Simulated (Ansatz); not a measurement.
MgMo: energy less free atoms and pressure against volume scale

Results calculated with Ansatz 0.2.0, not measured. Periodic Kohn-Sham DFT of a crystal at fixed atoms, scaled to volume_scale times the given cell; pressure positive in compression, energy less spherical unpolarised free atoms, largest_vzz the field gradient of largest size among the nuclei.

The cell before it is scaled or strained (space group R-3m, No. 166):
```
cell vectors (Å)
   1.4079    -0.8128     4.8762
   0.0000     1.6256     4.8762
  -1.4079    -0.8128     4.8762
atoms (fractions of the cell vectors)
Mg  0.00000  0.00000  0.00000
Mo  0.50000  0.50000  0.50000
```

Settings of every row: method all-electron LAPW; functional PBEsol; relativity scalar; k mesh 13x13x13; filling fermi-dirac; smearing width 0.03 eV; basis error target 0.25 meV/atom; nucleus gaussian.

Atom start moment: 0 on all atoms.

Limits: the cell comes from a prototype or a list of computed structures and needn't be the stable phase.

| row | volume scale | V (Å³/atom) | energy less free atoms (eV/atom) | pressure (GPa) |
| --- | --- | --- | --- | --- |
| 1 | 0.9405 | 15.744 | -6.2165 | 8.953 |
| 2 | 0.97 | 16.238 | -6.2366 | 4.186 |
| 3 | 1 | 16.74 | -6.243 | -0.005 |
| 4 | 1.03 | 17.242 | ? | ? |
| 5 | 1.06 | 17.745 | -6.2208 | -6.74 |

Question: what energy less free atoms and pressure should row 4 give?

Worked fit of energy less free atoms. Take u = (V_r/V)^(2/3) − 1 with V_r = 16.489 Å³ an atom, which is twice the finite (Eulerian) strain; such expansions in the strain, on which the Birch-Murnaghan equation of state is built, carry the rest volume and the bulk modulus. The shown rows have u = 0.0313, 0.01028, -0.01002, -0.04776. Least squares give energy less free atoms = −6.24144 + 0.3104 × u + 15.548 × u² eV/atom; a straight line predicts inner rows, each left out in turn, worse (root mean square 0.015 against 2e-05 eV/atom). All shown rows lie on it to the printed digit. Its lowest point lies at u = -0.0100, or V = 16.74 Å³ an atom, and the curvature there gives the bulk modulus at fixed shape and fractions, B = (4/9)(1 + u)² E″(u)/V = 130 GPa. Letting shape and atoms relax would as a rule lower it, by much in layered, chain or molecular crystals. The withheld row has u = -0.02933, so the fit gives −6.24144 + 0.3104 × (-0.02933) + 15.548 × (-0.02933)² = -6.2372 eV/atom.

The calculation gave -6.2371 eV/atom. The fit lies 0.0001 eV/atom (0.38 % of the column's range) below it, one unit of the last digit.

Worked fit of pressure. Take u = (V_r/V)^(2/3) − 1 with V_r = 16.489 Å³ an atom, which is twice the finite (Eulerian) strain; such expansions in the strain, on which the Birch-Murnaghan equation of state is built, carry the rest volume and the bulk modulus. The shown rows have u = 0.0313, 0.01028, -0.01002, -0.04776. Least squares give pressure = 2.0138 + 206.478 × u + 485.68 × u² GPa; a straight line predicts inner rows, each left out in turn, worse (root mean square 0.48 against 0.0035 GPa). The rows lie off it by 0.001, -0.002, 0.001, 0.000. The pressure vanishes at u = -0.0100, or V = 16.74 Å³ an atom, and there the bulk modulus at fixed shape and fractions is B = −V dP/dV = (2/3)(1 + u) dP/du = 130 GPa. Letting shape and atoms relax would as a rule lower it, by much in layered, chain or molecular crystals. The withheld row has u = -0.02933, so the fit gives 2.0138 + 206.478 × (-0.02933) + 485.68 × (-0.02933)² = -3.624 GPa.

The calculation gave -3.622 GPa. The fit lies 0.002 GPa (0.013 % of the column's range) below it; its largest miss of a shown row is 0.002 GPa.
